Bethe-lattice localisation: the Abou-Chacra–Anderson–Thouless stability criterion

1. Model and premises

H = Σ_i ε_i |i⟩⟨i| − t Σ_⟨ij⟩ (|i⟩⟨j| + |j⟩⟨i|) on an infinite tree where every site has K + 1 neighbours, K ≥ 2. The ε_i are independent, with a bounded density p(ε). Two choices appear below: the box, p = 1/W on [−W/2, W/2], and the Lorentzian of full width at half maximum W. Energies are in units of t and Green functions in units of 1/t; t is restored in final results. Green functions are retarded, z = E + iη, η → 0⁺. The approach is that of Abou-Chacra, Anderson and Thouless (1973): states at energy E are localised if Im G vanishes in proportion to η with probability one, so we ask when the real solution of the recursion is stable against a small imaginary part.

2. Cavity recursion

Cut the bond from site 0 to its parent. Site 0 then carries K disjoint subtrees, rooted at j = 1…K. In block form z − H has the entry z − ε_0, a vector b with entries t on the roots, and a block-diagonal remainder M. The Schur complement gives G_0 = 1/(z − ε_0 − bᵀM⁻¹b), and since M⁻¹ does not connect different subtrees,

G_0 = 1/(z − ε_0 − t² Σ_{j=1..K} G_j).   (1)

The G_j depend on disjoint sets of ε, so they are independent and distributed like G_0. The true local Green function has K + 1 terms in the sum and acquires an imaginary part exactly when the cavity functions do.

3. Linearisation

Write G = x − iy, y > 0, t = 1. The imaginary part of (1) is exactly y_0 = |G_0|²(η + Σ y_j). To first order in η and y,

x_0 = 1/(E − ε_0 − Σ x_j),   y_0 = x_0² (η + Σ y_j).   (2)

The real parts close on themselves; call their stationary density P₀(x). Single out child 1 and let q(h) be the density of h = E − ε_0 − Σ_{j=2..K} x_j. Then x_0 = 1/(h − x_1), so h = 1/x_0 + x_1, |dh/dx_0| = 1/x_0², and x_0 given x_1 has density q(1/x_0 + x_1)/x_0². Inside the spectrum the denominator in (2) has non-zero density at zero, so P₀ ∝ 1/x² at large |x| of either sign. These are the resonances.

4. Power-law tail and kernel

Assume Prob(x_0 ∈ dx, y_0 > Y) ≈ f(x) (η/Y)^β dx at fixed x and large Y/η, that is a density ∝ y^−(1+β). A sum of independent power-law variables is large because one term is large; two large terms cost a further factor (η/Y)^β. The large term is any of K children, it must exceed Y/x_0², and the other K − 1 children have typical real parts, which is what q describes. Hence f = K L_β f with

(L_β f)(x) = |x|^(2β−2) ∫ dy q(y + 1/x) f(y),   (3)

where y is from here on a dummy real part. The kernel is non-negative and f ≥ 0, so f is the Perron eigenfunction. With λ(β) its eigenvalue,

K λ(β) = 1.   (4)

At large |x|, (3) gives f ∝ |x|^(2β−2), which is not integrable for β ≥ 1/2. The exponent β therefore describes the tail at fixed Re G. The marginal density of Im G in the localised phase falls as (Im G)^(−3/2), because the prefactor x_0² alone has that tail.

The operator has a direct meaning. Along a path 0, 1, …, n−1 down the tree, (L_β^n P₀)(x) = P₀(x) ⟨Π_i |x_i|^(2β)⟩ with x_0 = x held fixed, and this grows as λ(β)^n.

5. Three properties of λ(β)

(a) λ(0) = 1, because L_0 P₀ = P₀ is the stationarity condition.

(b) ln λ is convex. Hölder's inequality makes ln⟨X^β⟩ convex in β for any positive X, here X = Π x_i²; dividing by n and letting n → ∞ preserves convexity.

(c) λ(β) = λ(1 − β) for 0 < β < 1. Let φ be the Perron function of L_(1−β), with eigenvalue μ:

μ φ(u) = |u|^(−2β) ψ(1/u),   ψ(y) = ∫ du q(y + u) φ(u).

Take the overlap of ψ with L_β f and substitute x = 1/u, dx = du/u²:

∫ dx ψ(x)(L_β f)(x) = ∫ dy f(y) ∫ du |u|^(−2β) ψ(1/u) q(y + u) = μ ∫ dy f(y) ψ(y).

The left side is λ(β) ∫ ψ f. At large argument ψ ∝ |y|^(−2β) and f ∝ |y|^(2β−2), so the overlap converges, and it is positive because both tails are present. Therefore μ = λ(β). Without resonances (outside the spectrum) the supports of ψ and f are disjoint and the symmetry is lost.

A convex function symmetric about 1/2 has its minimum there, and λ → 1 at both ends of the interval.

6. The criterion

Iterating (2) gives y_0 = η Σ_paths Π x_i², summed over all paths that start at 0 and end at any depth. For β ≤ 1, (Σ a)^β ≤ Σ a^β, so at fixed x_0

⟨(y_0/η)^β⟩ ≤ const · Σ_n [K λ(β)]^n.

If K λ(1/2) < 1 the series converges, y_0/η is finite with probability one, and the states are localised. Equation (4) then has two roots, β and 1 − β. All moments between them are finite, so the physical tail is the larger root, 1/2 < β < 1.

Conversely, among the K^n paths of depth n the number with Π x_i² ≈ e^(nσ) is about exp{n[ln K − I(σ)]}, where I is the Legendre transform of ln λ. The largest exponent over σ ≥ 0 equals min_β ln[K λ(β)] = ln[K λ(1/2)]. If it is positive, exponentially many paths carry a weight that does not decay and the sum diverges: the real solution is unstable. This direction is a counting argument, since an expected number of paths does not prove their existence; Aizenman and Warzel gave a rigorous version under regularity conditions on p. The two roots merge at the transition,

K λ(1/2; E, W) = 1.   (5)

7. Solving the kernel at β = 1/2

Put g(z) = ∫ dy q(z + y) f(y). Then (3) becomes λ g(z) = B[q(z + ·), g], with the symmetric form

B[χ, g] = ∫ dy χ(y) g(1/y)/|y|.

Suppose q, and hence g, varies near the origin only on a scale s ≫ 1. Define the finite part P[χ] = lim_{δ→0} {∫_{|y|>δ} χ(y) dy/|y| + 2χ(0) ln δ}. Split B at |y| = δ with 1/s ≪ δ ≪ s. For |y| > δ replace g(1/y) by g(0), which gives g(0){P[χ] − 2χ(0) ln δ}. For |y| < δ replace χ by χ(0) and set u = 1/y, which gives χ(0){P[g] + 2g(0) ln δ}. The logarithms cancel:

B₀[χ, g] = g(0) P[χ] + χ(0) P[g].

Normalise g(0) = 1, and let C = P[g], R(z) = P[q(z + ·)], S = P[R]. Then λ g(z) = C q(z) + R(z). At z = 0 this reads λ − R(0) = C q(0). Applying P, with P[q] = R(0), gives C{λ − R(0)} = S. Eliminating C and taking the larger root,

λ(1/2) = R(0) + √(q(0) S),   C = √(S/q(0)).   (6)

The next Taylor terms give B₁[χ, g] = g′(0) D[χ] + χ′(0) D[g], where D[g] is the finite part of ∫ g(u) du/(u|u|); integration by parts gives D[g] = P[g′] + 2g′(0). The problem can be written λ ∫ f̃ g = B[g̃, g] for every f̃ with its g̃, and both sides are symmetric in f and f̃. First-order perturbation theory then gives δλ = B₁[g, g]/∫ f g, and λ ∫ f g = B₀[g, g] = 2C, so

δλ/λ = g′(0) D[g]/C,   (7)

which is of order 1/s².

8. Box disorder and large K

For W ≫ t neglect the K − 1 side branches in q. Each has tail density about 1/(W x²), so the weight they move out of the box, and the relative drop of q(0) at E = 0, is about 4(K − 1)t²/W². Then q = 1/W on (−a₋, a₊), a± = W/2 ± E. Let A = ln a₊, A′ = ln a₋, r = a₊/a₋. Elementary integration gives W R(u) = ln(a₊ − u) + ln(a₋ + u) inside the interval, W R(u) = ln[(u + a₋)/(u − a₊)] for u > a₊, and the mirror form for u < −a₋. So W R(0) = A + A′. The positive half-axis contributes to W S the amount A(A + A′) plus

∫₀¹ [ln(1 − v) + ln(1 + rv)] dv/v + ∫₀¹ [ln(1 + v/r) − ln(1 − v)] dv/v = −Li₂(−r) − Li₂(−1/r) = π²/6 + ½ ln² r,

with v = u/a₊ in the first integral, v = a₊/u in the second, and the inversion formula of the dilogarithm in the last step. The negative half-axis gives A′(A + A′) plus the same expression. Adding, with ln r = A − A′,

W λ(1/2) = A + A′ + √(2A² + 2A′² + π²/3).   (8)

The jumps of q lie at distances a± from the origin, so (8) needs a₋ ≫ t, with relative corrections of order (t/a₋)² up to logarithms. At E = 0, with ℓ = ln(W/2t), criterion (5) becomes

W_c = 2Kt [ℓ + √(ℓ² + π²/12)] = 4Kt ℓ [1 + π²/(48ℓ²) + …].   (9)

For large K, W_c and ℓ grow and the side-branch term scales as 1/(K ln² K), so W_c → 4Kt ln(W_c/2t). The factor has a simple origin: λ = ∫ dh/(W|h|) over both signs of h, cut at |h| ~ W/2 above and, by level repulsion with the next site, at |h| ~ 2t²/W below, which is (2/W)·2ℓ.

If real parts are dropped altogether, x = −1/ε and λ(β) = (2t/W)^(2β)/(1 − 2β). The symmetry is lost, the minimum sits at 2β = 1 − 1/ℓ, and W_c = 2eKt ln(W_c/2t). For K = 3 the three equations give 34.0t (leading logarithm), 35.3t (full form of (9)) and 53.6t (no real parts). The side-branch term at 35.3t is 0.006, so the model has W_c ≈ 35t.

9. Lorentzian disorder: q known exactly

Call ζ (Im ζ > 0) the parameter of the density (1/π) Im 1/(x − ζ). Parameters add under sums of independent variables, 1/X has parameter 1/ζ*, and −X has −ζ*, so −1/X has −1/ζ. With half-width γ = W/2 the denominator in (2) has a parameter Z obeying Z = E + iγ − K/Z, on the root with Im Z > 0, and h has

ζ = E + iγ − (K − 1)/Z = Z + 1/Z ≡ E′ + iγ′.

Let p = −iζ = s e^(−iθ) denote a complex number in this section, with s = |ζ| and tan θ = E′/γ′. Then q(u) = (1/π) Re ∫₀^∞ dk e^(−k(p + iu)). The finite part of a plane wave is P[e^(−iku)] = −2(ln k + γ_E), with γ_E Euler's constant, and ∫₀^∞ e^(−κ)(ln κ + γ_E)^m dκ = 1, 0, π²/6 for m = 0, 1, 2. Rescaling κ = kp gives πq(0) = Re(1/p), πR(0) = 2 Re(ln p/p), πS = 4 Re[(ln² p + π²/6)/p]. With L = ln s, (6) reads

λ = (2/πs) {L cos θ + θ sin θ + √(cos θ [(L² − θ² + π²/6) cos θ + 2Lθ sin θ])}.   (10)

For (7), d/du = i d/dp gives πq′(0) = Im p⁻², πR′(0) = Im[(2 ln p − 2)/p²], πP[R′] = Im[(4 ln² p − 8 ln p + 2π²/3)/p²], and then g′(0) = [C q′(0) + R′(0)]/λ and P[g′] = {C R′(0) + P[R′]}/λ.

10. Illustration: K = 3, W = 10t

K = 3 is the fourfold coordination of a tetrahedral network such as amorphous silicon, with its rings ignored. W/t = 10 is an illustrative input and all numbers belong to the model. The spectrum is symmetric in E because the tree is bipartite and the site energies are distributed evenly.

Lorentzian, γ = 5t. Here the smoothness scale is γ′ ≈ 5t at every E, so (10) is controlled through the edge.

E/t | E′/t | γ′/t | K λ(1/2) from (10)
0 | 0 | 5.36 | 1.35
3 | 2.85 | 5.29 | 1.24
5 | 4.81 | 5.21 | 1.07
6 | 5.81 | 5.17 | 0.98
7 | 6.81 | 5.14 | 0.89

For the row E = 6t: s = 7.781, L = 2.052, θ = 0.843. The root of K λ = 1 from (10) is E = 5.8t, and the slope near it, from the unrounded values at 5t and 7t, is −0.088 per t. Because the curve is flat, the correction (7) matters. At E = 6t, C = 6.01, g′(0) = 0.133 and D[g] = 0.566, so δλ/λ = 0.013 and K λ = 0.99. Linear extrapolation moves the mobility edge to |E_c| ≈ 5.9t. States with |E| < E_c are extended and those beyond are localised; at E_c the tail exponent reaches β = 1/2.

Box of the same width W. Equation (8) gives K λ = 2.1 at E = 0 and 1.9 at E = 3t. The side-branch term is 0.08 at the centre and (t/a₋)² is 0.25 at E = 3t, so these are one-figure results, though safely above 1. Near E = W/2 the density q varies on the scale t and (8) fails. A rough estimate replaces Σ x_j by its mean. The x are then independent and positive, (5) becomes K⟨x⟩ = 1, the mean self-energy is K⟨x⟩t = t, and with ξ = E − t

(K t/W) ln[(ξ + W/2)/(ξ − W/2)] = 1,   ξ = (W/2) coth(W/2Kt) = 5.37t,

so E_c ≈ 6.4t. The neglected term is not small. With ⟨x²⟩ = t²/(ξ² − W²/4) = 0.26, the self-energy fluctuates by t√(K(⟨x²⟩ − 1/K²)) = 0.67t, more than the smallest denominator ξ − W/2 = 0.37t. The estimate therefore supports only |E_c| of about 6t with an uncertainty near 0.7t. The strict upper limit is the edge of the spectrum, W/2 + 2√K t = 8.46t. A sharper value needs P₀ and q from a numerical solution of (2), for instance by population dynamics, followed by diagonalisation of (3).

11. Range of validity

Criterion (5) concerns the infinite tree in the limit η → 0⁺, with independent site energies of bounded density, uniform hopping and non-interacting particles. Loops destroy the independence used in (1), so (5) carries no direct prediction for lattices in three dimensions, nor does it describe a finite Cayley tree, whose boundary holds a finite fraction of the sites.

The symmetry λ(β) = λ(1 − β) needs E inside the spectrum, where resonances have non-zero probability, however small. As a check, weak disorder with unbounded support and |E| > 2√K t gives a nearly sharp x = 1/(E − Kx), so λ(1/2) → |x|, and K|x| = 1 places the edge at |E| = (K + 1)t, outside the clean band since K + 1 > 2√K.

The tail ansatz describes the localised side. Where K λ(1/2) > 1 the linearisation only signals instability, and Im G must be found from the full recursion (1).

Equation (6) requires q to be smooth on the scale t near the origin, with relative error of order (t/s)². Equations (8) and (9) further require 4(K − 1)t²/W² ≪ 1 and W/2 − |E| ≫ t. The form W_c = 4Kt ln(W_c/2t) drops the relative term π²/(48ℓ²), which decays only logarithmically in K.